**Question**

The molecule is a silicon and a boron atom bridged by two hydrogens, with a third hydrogen on boron. Taking it apart into atoms costs about 15 eV, and roughly a quarter of that comes from electron correlation. A useful prediction of a reaction energy should be good to some hundredths of an eV.

Atomization energy of BH3Si (neutral singlet) at the levels listed, calculated with AFQMC afq 1 (own program) and Ansatz 0.2.0. The molecule has an RHF determinant and a PBE0/def2-TZVP geometry, and noble-gas cores are frozen. Rows not marked CBS use the aug-cc-pVDZ basis; the reference level is CCSDT(Q).

| level | this level less the best estimate at the basis limit (meV) | statistical noise, one standard error (meV) |
| --- | --- | --- |
| HF | -4236.0 | 0.000 |
| MP2 | -1142.0 | 0.000 |
| CCSD | -1369.0 | 0.000 |
| CCSD(T) | -1167.0 | 0.000 |
| ph-AFQMC/HF | -893.0 | 28.000 |
| ph-AFQMC/CISD | -1149.0 | 5.000 |
| released AFQMC | -1142.0 | 4.000 |
| HF/CBS | -3885.0 | 0.000 |
| MP2/CBS | 1.0 | 0.000 |
| CCSD(T)/CBS | -20.0 | 0.000 |

Rows marked CBS are extrapolated to the complete basis; the others use one small basis. Every error is taken against the same best estimate: CCSD(T) at the basis limit, plus the small step from CCSD(T) to CCSDT(Q). In the rows called ph-AFQMC, a phaseless quantum Monte Carlo walk is guided by a trial wave function, which is either a single Hartree–Fock determinant (HF) or an expansion with single and double excitations (CISD). The released walk lifts the constraint that the trial imposes.

A student notes that ph-AFQMC/HF has the smallest error of the small-basis rows, −893 meV, and recommends it as the best method for a small basis.

1. How much of the error in the small-basis CCSD(T) row is due to the basis, and why does the basis weaken the binding?
2. Is the student right?
3. In the small basis, the total energy of the molecule from ph-AFQMC/HF lies 43 meV below that from CCSDT(Q), with a noise of 25 meV. Does the method's own error arise in the molecule or in the atoms, and what may cause it?

**Model answer**

*Part 1.* CCSD(T) appears twice, with −1167 meV in the small basis and −20 meV at the limit. The method is the same in both rows, so the difference of 1147 meV is basis error. It amounts to nearly 8 % of the atomization energy, whereas the shortcoming of CCSD(T) itself is some fifty times smaller.

The basis weakens the binding because the molecule asks more of it than the atoms do. Hartree–Fock rises by only 351 meV on going to the limit; this part reflects how well the orbitals can deform towards their neighbours. For silicon aug-cc-pVDZ has a known gap here: it lacks a tight d function, which is expected to account for a sizeable share of this rise. The larger part, about 800 meV, belongs to correlation. Two electrons avoid each other at short distance, and the sharp dip in the wave function where they meet needs functions of high angular momentum, which a small basis lacks. Bond formation creates new close pairs, so more correlation energy is lost in the molecule than in the separate atoms.

*Part 2.* The student is wrong. A method should be judged against the best result in its own basis, which here is CCSDT(Q). The best estimate contains the step from CCSD(T) to CCSDT(Q), so that step is the 20 meV by which CCSD(T) falls short at the limit. The costly CCSDT(Q) calculation was made in the small basis, so the same step applies there. Small-basis CCSDT(Q) therefore lies at

$$-1167+20=-1147\ \text{meV},$$

and the own error of ph-AFQMC/HF is

$$-893-(-1147)=+254\ \text{meV}.$$

The method binds the molecule too strongly by a quarter of an eV. The small basis binds it too weakly by more than one eV, and the first error hides part of the second. By the same subtraction CCSD(T) is off by only −20 meV.

The failure can also be seen without any reference. ph-AFQMC/HF and ph-AFQMC/CISD share the basis and the kind of walk but differ by 256 meV, nine times their combined noise. Neither the basis nor chance explains such a gap. The two walks also differ in length and block settings, but the trial wave function is their main difference, and the cruder trial is the first suspect.

*Part 3.* The atomization energy $D$ is the summed energy of the atoms less the energy of the molecule. Its error is therefore the error of the atoms less that of the molecule:

$$\Delta D=\Delta E_\text{atoms}-\Delta E_\text{molecule}.$$

With $\Delta D=254$ meV and $\Delta E_\text{molecule}=-43$ meV, the atoms come out too high by $254-43=211$ meV. The noise of the molecule enters both terms and cancels, which leaves roughly 12 meV on this figure if the runs are independent. Most of the overbinding thus arises in the free atoms; the shift of the molecule is less than twice its noise, so not even its sign is certain.

Theory offers a reason. The phaseless constraint uses the trial to decide which walkers keep their weight, so its bias tends to grow when the trial lacks an important part of the true state. Free boron and silicon have a filled valence s shell close in energy to p orbitals that are not fully occupied, and the pair of s electrons is partly promoted into them. One determinant leaves this promotion out, while the CISD trial contains it. In the molecule these p orbitals are partly taken up by bonds, which should weaken this particular promotion. The trial is not much more complete there, however: the HF determinant carries a weight of only 0.86 in the molecule, yet the bias is small. What would matter is thus the kind of configuration that is missing, not the missing weight alone. The atoms are also open shells, described by a different kind of determinant than the closed-shell molecule, and this may contribute as well. The numbers show that the better trial removes nearly all of the atomic error; that the s–p promotion is the decisive ingredient remains an argument, untested here.

**Remarks on the reasoning**

*Agreement between methods is not agreement with the limit.* In the small basis CCSD(T), ph-AFQMC/CISD and the released walk lie within 25 meV of one another, yet each misses the best estimate by more than 1.1 eV. They solve nearly the same problem equally well, and the problem itself is truncated. Comparing more methods in the same basis cannot reveal this; a change of basis can. Their closeness is also partly a matter of selection, because the reference was accepted only if CCSDT(Q) and the released walk agreed to within a few hundredths of an eV.

*A small error may be a difference of large ones.* MP2 at the limit is off by 1 meV and seems to beat CCSD(T). In the small basis, however, its total energy for the molecule lies 1.23 eV above that of CCSDT(Q), and the subtraction of part 3 puts its atoms too high by almost the same amount. The near-perfect atomization energy is a cancellation, and this one molecule gives no ground for ranking MP2 above CCSD(T).

*How far the estimate carries.* Nothing was fitted; the output below applies the same subtraction to each small-basis row. For CCSD(T) the result of −20 meV is built into the best estimate and tests nothing. MP2 answers a different question, namely whether the basis error carries over from one correlated method to another: its own rise to the limit, 1143 meV, nearly equals that of CCSD(T). Hartree–Fock rises far less, because it contains no correlation for the basis to truncate.



For a neighbouring molecule the same order of questions applies: first change the basis with the method fixed, then change the method or its trial with the basis fixed, and finally ask whether the atoms or the molecule carry the error.

Numerical output:

```
Errors in meV with the basis error removed from small-basis rows:
             row  raw error  error in own basis  noise
              HF      -4236               -3089      0
             MP2      -1142                   5      0
            CCSD      -1369                -222      0
         CCSD(T)      -1167                 -20      0
     ph-AFQMC/HF       -893                 254     28
   ph-AFQMC/CISD      -1149                  -2      5
  released AFQMC      -1142                   5      4
          HF/CBS      -3885               -3885      0
         MP2/CBS          1                   1      0
     CCSD(T)/CBS        -20                 -20      0
CCSDT(Q) in the small basis less best estimate (meV): -1147
Rise of HF from small basis to limit (meV): 351
Rise of MP2 from small basis to limit (meV): 1143
Rise of CCSD(T) from small basis to limit (meV): 1147
Correlation part of the CCSD(T) rise (meV): 796
Basis error as share of the atomization energy (percent): 7.744
Share of correlation binding recovered in the small basis (percent): 79.51
Released AFQMC less CCSD(T) in the small basis (meV): 25
HF trial less CISD trial in AFQMC (meV): 256
Combined noise of that difference (meV): 28.44
That difference in units of its noise: 9
Released less CISD-trial AFQMC (meV): 7
Combined noise of released and CISD-trial AFQMC (meV): 6.403
Gain in atomization energy from CCSD to CCSD(T) (meV): 202
MP2 molecule above CCSDT(Q) (meV): 1226
MP2 sum of atoms above CCSDT(Q) by subtraction (meV): 1231
CCSD molecule above CCSDT(Q) (meV): 307.7
CCSD sum of atoms above CCSDT(Q) by subtraction (meV): 85.74
HF-trial AFQMC molecule above CCSDT(Q) with noise near 25 (meV): -43.38
HF-trial AFQMC sum of atoms above CCSDT(Q) by subtraction (meV): 210.6
CISD-trial AFQMC molecule above CCSDT(Q) with noise near 5 (meV): 9.51
CISD-trial AFQMC sum of atoms above CCSDT(Q) by subtraction (meV): 7.51
Basis error over thermal energy kT at 1000 K: 13.31
```
